Of the 64 k points in a 4x4x4 mesh, 16 are exactly the points of the 2x2x4 mesh. The denser mesh therefore keeps everything the sparser one had and adds 48 points. Its energy nevertheless lies further from the reference, because a mesh average improves only if the added points pull it towards the true average.

Ansatz 0.2.0 calculations with PBEsol, PAW potentials, a 420 eV plane-wave cutoff and no spin polarisation, for a distorted three-atom cell of Al₂Ru held fixed. The k meshes are Gamma-centred, with Gaussian smearing of 0.1 eV, and the reference mesh is 10x10x12. Energies are extrapolated to zero smearing, and positive pressure means compression.

```
k mesh  energy less reference (meV per atom)  pressure less reference (GPa)  largest force change (eV/Å)  pressure (GPa)
 1x1x1                                 583.4                          8.115                        3.222           7.610
 2x2x4                                  13.9                         -0.026                        0.080          -0.531
 4x4x4                                  20.5                          0.015                        0.089          -0.490
 4x4x6                                   4.4                          0.052                        0.027          -0.453
 6x6x8                                   0.5                          0.000                        0.001          -0.505
```

The k points are the electron wave vectors at which the bands are computed, and their mean stands in for an average over all wave vectors. For this small cell of Al₂Ru, treated with a semilocal functional, one point leaves an energy error of more than half an eV per atom. A few tens of points bring it to 10 or 20 meV, and a few hundred to below 1 meV. These errors are relative to the 10x10x12 mesh, whose own convergence was not tested.

The 1x1x1 row shows what a single point misses. The bands at that one wave vector represent the whole crystal, and the energy comes out 583 meV per atom too high. The run also seems to have a gap of 1.2 eV, whereas on the reference mesh the bands overlap slightly. That gap is a product of the sampling, not a property of the crystal.

<b>Why the denser mesh has the larger energy error</b>

The energy error is 13.9 meV per atom for 2x2x4 and 20.5 for 4x4x4. If the energy is an equal-weight mean over points, the mean error of the 48 added points follows by arithmetic:

(64 × 20.5 − 16 × 13.9) / 48 = 22.7 meV per atom

The 16 old points happen to have a mean closer to the true one than the 48 new points have. The arithmetic would be exact if both runs shared one electron density and one Fermi level. Each run settled its own, so the value is approximate.

Real space shows why this can happen. A mesh with N₁, N₂ and N₃ divisions cannot tell a lattice vector R from zero if R is made up of whole multiples of N₁, N₂ and N₃ cell edges along the first, second and third axes. Each such repeat vector adds a false contribution c(R) to the energy:

energy error = sum of c(R) over all repeat vectors R other than zero

The contributions generally fade with distance, but they can have either sign. Every repeat vector of 4x4x4 is also one of 2x2x4, so, to the same approximation, the sparser mesh carries the same 20.5 meV plus further terms that add up to about −6.6 meV. Its better energy comes from this cancellation.

The stresses show that 2x2x4 is not better in every respect. Its stress along z is off by −2.5 GPa, while that of 4x4x4 is off by +1.0 GPa, so the added points carry the result past the reference to a smaller error on the other side. The errors of the z forces on the two Al atoms also change sign, but their sizes stay similar. This is why the largest force change is no better at 4x4x4.

<b>Why two more divisions help so much</b>

Going from 4x4x4 to 4x4x6 adds only half as many points again, yet the energy error falls from 20.5 to 4.4 meV per atom. The shape of the cell offers a reason. Its edges are all about 4.8 Å long, but the third meets each of the others at about 142°, so the sum of two such edges is only 3.1 Å long. Four of these short steps make a repeat vector of 12.4 Å for the 4x4x4 mesh. With six divisions on the third axis that combination no longer repeats, and the shortest repeat vector grows to 15.7 Å.

This gives a rule of thumb for other meshes of this cell. An exponential decay of the energy error with the shortest repeat length, fitted to all five rows, loses a factor of ten for roughly every 7 Å. It is good only to a factor of about three, and its worst miss is 2x2x4, where it predicts 3.3 times the computed error. A power law in the number of points does about equally well, so five rows do not decide between them. Both laws fall steadily and neither can reproduce the bump, which needs contributions of both signs. The fits and the signed stress errors are in the output printed after this text.

<b>Why the pressure looks settled too early</b>

From 2x2x4 onwards the pressure is within about 0.05 GPa of the reference, even where single stresses are off by more than 1 GPa. Pressure is the response to uniform expansion. In such an expansion the k points keep their places relative to the cell, and the bands change scale roughly together. Each contribution c(R) should then change only as a modest power of the volume. If all of them fell as one over the volume, it would follow that

pressure error ≈ energy error / volume

For 1x1x1 this estimate, which has no fitted constant, gives 6.8 GPa against 8.1 computed. It also matches 4x4x6, probably by chance, but for 2x2x4 it has the wrong sign and is about 6 times too large, and for 4x4x4 it is about 16 times too large. At 6x6x8 it is again far above the computed error. It is neither a prediction nor an upper limit. One expected reason is that the bands do not all scale alike: the width of the Ru d bands should change faster with volume than that of the broad s and p bands. Contributions of opposite sign can then nearly cancel in the pressure but not in the energy, or the other way round.

A stretch along one axis is different. It shifts bands relative to one another, by amounts that depend on the direction of the wave vector, so uneven sampling can leave a single stress much further off. At 2x2x4 the errors along x and y are +1.2 GPa each and the error along z is −2.5 GPa. Their mean, which is the pressure error, is only −0.03 GPa.

The 4x4x6 row shows the same effect from the other side. Its three normal stresses are each within 0.2 GPa of the reference, much closer than before, but they cancel less completely, so its pressure error is larger than in the two rows above it. Its xy shear stress is still off by 0.6 GPa, although the energy has improved. The likely cause is how the mesh fits the lattice. The two short sums of edges are nearly equal and nearly at right angles, and 4x4x4 treats the two diagonals between them alike. The 2x2x4 and 4x4x6 meshes do not, which is expected to leave a false shear. The xy error is indeed about 0.6 GPa in both of them, but only 0.1 GPa at 4x4x4.

<b>What to do about it</b>

Judge a mesh by the energy, the forces and each stress component together, and treat agreement in energy or pressure alone as weak evidence. In a skewed cell, look for short sums and differences of edges before choosing the divisions, since equal numbers on equal edges need not sample evenly. Of the meshes here, only 6x6x8 agrees closely with the reference in energy, forces and stresses alike: 0.5 meV per atom in energy, 0.001 eV/Å in force and at most about 0.03 GPa in any stress component. Even this mesh shows a small gap where the reference bands overlap slightly. The atoms and the cell were deliberately distorted, so these figures belong to this geometry and should be checked again for a relaxed crystal.

Output of the analysis:

```
fit of log(energy_less_reference) on 5 rows: constant 6.656 +/- 0.8, coefficient of repeat -0.3221 +/- 0.055; rms 0.657, worst 2x2x4 1.2, leave-one-out rms 1.15
fit of log(energy_less_reference) on 5 rows: constant 6.402 +/- 0.86, coefficient of log(points) -1.119 +/- 0.22; rms 0.731, worst 4x4x4 -1.27, leave-one-out rms 1.05
Simple models:
    row  k points  shortest repeat (A)  distance model / computed  point-count model / computed  energy error per volume (GPa)
  1x1x1         1                3.109                     0.4896                         1.034                          6.811
  2x2x4        16                8.769                      3.318                          1.95                         0.1623
  4x4x4        64                12.43                     0.6908                        0.2802                         0.2393
  4x4x6        96                15.68                      1.133                        0.8293                        0.05137
  6x6x8       288                23.56                     0.7867                         2.134                       0.005838
Signed errors against 10x10x12:
    row  xx stress (GPa)  yy stress (GPa)  zz stress (GPa)  xy stress (GPa)  first Al force along z (eV/A)
  1x1x1           -5.177           -4.765            34.29           -1.407                         -2.904
  2x2x4            1.219            1.191           -2.488          -0.6107                       -0.07977
  4x4x4          -0.4356          -0.5066           0.9881          -0.1143                        0.08617
  4x4x6           0.1608           0.1633          -0.1691          -0.6249                       -0.02496
  6x6x8          0.01141         0.005039         -0.01752          0.02506                       -0.00119
Energy error, 4x4x4 less 2x2x4 (meV/atom): 6.6
Mean energy error of the 48 added points (meV/atom): 22.7
Mean zz stress error of the 48 added points (GPa): 2.147
Energy error, 1x1x1 over 2x2x4 (ratio): 41.97
Energy error, 4x4x4 over 4x4x6 (ratio): 4.659
Energy error, 4x4x6 over 6x6x8 (ratio): 8.8
Pressure error over its scale at 1x1x1 (ratio): 1.191
```
